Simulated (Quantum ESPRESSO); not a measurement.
# Lattice constant of an Al0.3Ga0.7As supercell in Quantum ESPRESSO: LDA, PBEsol, PBE and PBE+D3(BJ), with cutoff and k-mesh checks

We calculate the mean lattice constant $a$ of a 16-atom cell that stands for the random alloy Al0.3Ga0.7As, relaxed with four treatments of exchange, correlation and dispersion, and for PBE also with a higher cutoff and a coarser k-mesh. The purpose is to choose a level for modelling a barrier layer in a heterostructure. Our brief is a barrier of 100 monolayers stacked along a cube axis, whose thickness the model must give to within 0.5 nm. The thickness is that of the free, unstrained alloy at room temperature, not of a layer clamped to a substrate. The table has no measured row, so each level is judged by how far it could lie from the true value if that value falls between the LDA and PBE results.

## Method

The cell: 1x1x2 conventional cells of the GaAs type (16 atoms: 2 Al, 6 Ga, 8 As); Ga/Al share their sites, the best of 600 random draws by like-pair counts in two shells; start lattice by linear mixing of the end members' cells; atoms moved at random by 0.02 Å. In each row cell and atoms were relaxed at the level named, from that start or from the relaxed cell that the row names. Program: Quantum ESPRESSO 7.5; GBRV 1.5 ultrasoft pseudopotentials; no spin polarisation, no spin-orbit coupling unless named. The same in all rows: atoms in the cell: 16.0000; composition of the cell: AlGa3As4.

Notes on method and selection:

- A finite supercell with one arrangement stands for the random alloy; its composition is rounded to whole atoms.
- The lattice is static: no zero-point motion and no thermal expansion, which in most solids lengthen room-temperature lattice constants by a few tenths of a per cent.
- Left out: PBE, 16-atom cell, GBRV ultrasoft potentials, cutoffs 24/120 Ry, k-mesh 3x3x2, cell and atoms relaxed from the pbe geometry (it kept a pressure over 0.5 GPa).
- Runs that didn't converge or were made unsound on purpose aren't shown.
- Rows that restart from another level's relaxed cell stop once the stress is under the tolerance, so small changes are hidden.
- Runs that did not converge, have known faults or may not be shown are not listed, and runs on Ansatz's PAW sets soft_1 and soft_2 are kept to separate tables.

Columns:

- residual pressure (GPa): pressure left in the cell.
- k-mesh: k-point mesh.
- a (Å): lattice constant a of the mean conventional cell.

## Table of results

| member | residual pressure (GPa) | k-mesh | a (Å) |
| --- | --- | --- | --- |
| PBE, GBRV ultrasoft potentials, cutoffs 52/260 Ry, from the PBE cell, 16 atoms, 3×3×2 | 0.05 | 3×3×2 | 5.7455 |
| PBE, GBRV ultrasoft potentials, cutoffs 40/200 Ry, 16 atoms, 3×3×2 | −0.08 | 3×3×2 | 5.7424 |
| PBE, GBRV ultrasoft potentials, cutoffs 40/200 Ry, from the PBE cell, 16 atoms, 2×2×1 | 0.07 | 2×2×1 | 5.7294 |
| PBE+D3(BJ), GBRV ultrasoft potentials, cutoffs 40/200 Ry, from the PBE cell, 16 atoms, 3×3×2 | 0.04 | 3×3×2 | 5.6720 |
| PBEsol, GBRV ultrasoft potentials, cutoffs 40/200 Ry, 16 atoms, 3×3×2 | −0.02 | 3×3×2 | 5.6638 |
| LDA, GBRV ultrasoft potentials, cutoffs 40/200 Ry, 16 atoms, 3×3×2 | 0.03 | 3×3×2 | 5.6115 |

## What drives the series

At cutoffs of 40/200 Ry and a 3×3×2 mesh, $a$ falls from PBE through PBE+D3(BJ) and PBEsol to LDA. Measured from PBE at 5.7424 Å, the changes are −0.0704 Å (−1.23 %), −0.0786 Å (−1.37 %) and −0.1309 Å (−2.28 %).

Theory gives a reason for the order of the three plain functionals. For small reduced density gradients $s$, the exchange energy density is that of the uniform gas times $1+\mu s^2$, with $\mu$ zero in LDA, roughly 0.12 in PBEsol and roughly 0.22 in PBE. Stretching the bonds makes the density more uneven, so a larger $\mu$ favours the longer bond. The lengthening is not proportional to $\mu$: PBEsol covers 0.0523 / 0.1309 = 0.40 of the way from LDA to PBE, against 0.12 / 0.22 = 0.55 for $\mu$. The correlation part changes as well, and the set-up does not say whether the pseudopotentials were generated separately for each functional.

The dispersion term acts differently. It adds an attraction between atom pairs and so compresses the PBE crystal. Its strength can be put as a pressure through $\Delta a/a \approx -\Delta p/(3B)$, with a bulk modulus $B$ of roughly 70 GPa: 3 × 70 × 0.0704 / 5.7424 = 2.6 GPa, a rough figure but far above the residual pressures in the table.

The numerical settings matter less. Within PBE, the coarser k-mesh changes $a$ by −0.0130 Å, a tenth of the step from PBE to LDA, and the higher cutoff by +0.0031 Å. A positive residual pressure means that the cell would still expand, so removing the pressures left in the two rows of the cutoff comparison would add about as much again to that change. PBEsol and PBE+D3(BJ) differ by only 0.0082 Å, less than the k-mesh change. They share one mesh, so part of any mesh error would cancel between them, but a gap this small is a weak basis for a choice.

## Outliers

The PBE row with the 2×2×1 mesh is the one we trust least. Its residual pressure differs from that of the 3×3×2 row by 0.07 + 0.08 = 0.15 GPa, which by the relation above is worth about 0.004 Å of the 0.0130 Å shortening. Its cell is also much more tetragonal than the others, and the optimiser warned of a failed curvature condition.

Because the cell is doubled along one axis, a 2×2×1 mesh samples all three directions equally densely. Equal density is not yet equal sampling, though: if the points are offset from Γ along some axes and not along others, a coarse mesh can itself favour a tetragonal cell. The set-up does not give the offset, so this remains a possible cause, as does a relaxation that stopped at a poor shape. A small mean pressure rules out neither. We do not read the 0.0130 Å as a clean k-mesh error.

## Choosing a member

A monolayer, one cation plane with one arsenic plane, is $a/2$ thick, so $N$ monolayers have the thickness $t = Na/2$. With $N = 100$ and 10 Å to the nanometre, $t$ in nm is 5 times $a$ in Å. We use the mean $a$ because a random alloy is cubic on average, though this small ordered cell is not exactly so. This gives 5 × 5.6115 = 28.06 nm for LDA, 5 × 5.6638 = 28.32 nm for PBEsol, 5 × 5.6720 = 28.36 nm for PBE+D3(BJ) and 5 × 5.7424 = 28.71 nm for PBE at 40/200 Ry.

For III–V semiconductors LDA is known to give lattice constants that are too short and PBE ones that are too long, even against room-temperature crystals. We therefore take LDA and the higher-cutoff PBE row as the ends of the range that holds the true value. The largest possible error of a level is its distance to the farther end:

- PBE+D3(BJ): 5 × (5.7455 − 5.6720) = 0.37 nm
- PBEsol: 5 × (5.7455 − 5.6638) = 0.41 nm
- PBE, 2×2×1 mesh: 5 × (5.7294 − 5.6115) = 0.59 nm
- PBE, 40/200 Ry: 5 × (5.7424 − 5.6115) = 0.65 nm
- LDA and PBE, 52/260 Ry: 5 × (5.7455 − 5.6115) = 0.67 nm

Only the first two stay within 0.5 nm wherever in the range the true value lies. This does not show that the other rows miss the brief: each of them fails only if the true value lies towards the far end of the range. An error of 0.5 nm corresponds to 0.5 / 5 = 0.1 Å in $a$, so every row meets the limit if the true value lies between 5.7455 − 0.1 = 5.6455 Å and 5.6115 + 0.1 = 5.7115 Å. The start lattice, mixed from the end members' cells, falls inside that window. The set-up does not say whether those cells are measured ones, so this is a hint that all the levels may serve, not a proof.

The two levels that pass over the whole range differ by 0.04 nm, less than the 5 × 0.0130 = 0.065 nm by which the k-mesh rows differ, so the choice between them rests on other grounds.

We pick PBEsol. It was designed for the equilibrium structures of solids, whereas PBE+D3(BJ) reaches a similar length by setting an added pair attraction against the overlong bonds of PBE. PBE+D3(BJ) is the runner-up.

The brief asks for the room-temperature thickness, and the computed $a$ is used as it stands. A reliable room-temperature lattice constant would therefore overturn the pick if it lay closer to another level. That is the case above the midpoint of PBEsol and PBE+D3(BJ), (5.6638 + 5.6720) / 2 = 5.6679 Å, and below the midpoint of LDA and PBEsol, (5.6115 + 5.6638) / 2 = 5.6377 Å. The start lattice lies between these two bounds, which favours PBEsol as far as that lattice can be trusted. Tightening the brief to 0.3 nm would leave no level that is safe over the whole range. Some level might still meet it, but showing that would take a reliable measured value.

## What to take away

For this one arrangement of atoms, the functional decides the lattice constant, and the cutoff between 40/200 and 52/260 Ry hardly matters. The table spans 5.7455 − 5.6115 = 0.1340 Å, and we know of no omitted effect as large as that.

The largest omission is thermal expansion with zero-point motion, which would lengthen $a$ by roughly 0.02 Å at room temperature. That exceeds the gap between PBEsol and PBE+D3(BJ), so a test of how well the functionals themselves describe the static crystal, unlike the thickness test above, must first allow for it. The cell holds 25 % aluminium on the cation sites instead of 30 %. This shifts $a$ by well under 0.01 Å, because the two parent crystals are almost equal in size. Which of them comes out larger can depend on the functional, and with no row for either parent the table does not give the direction of the shift.
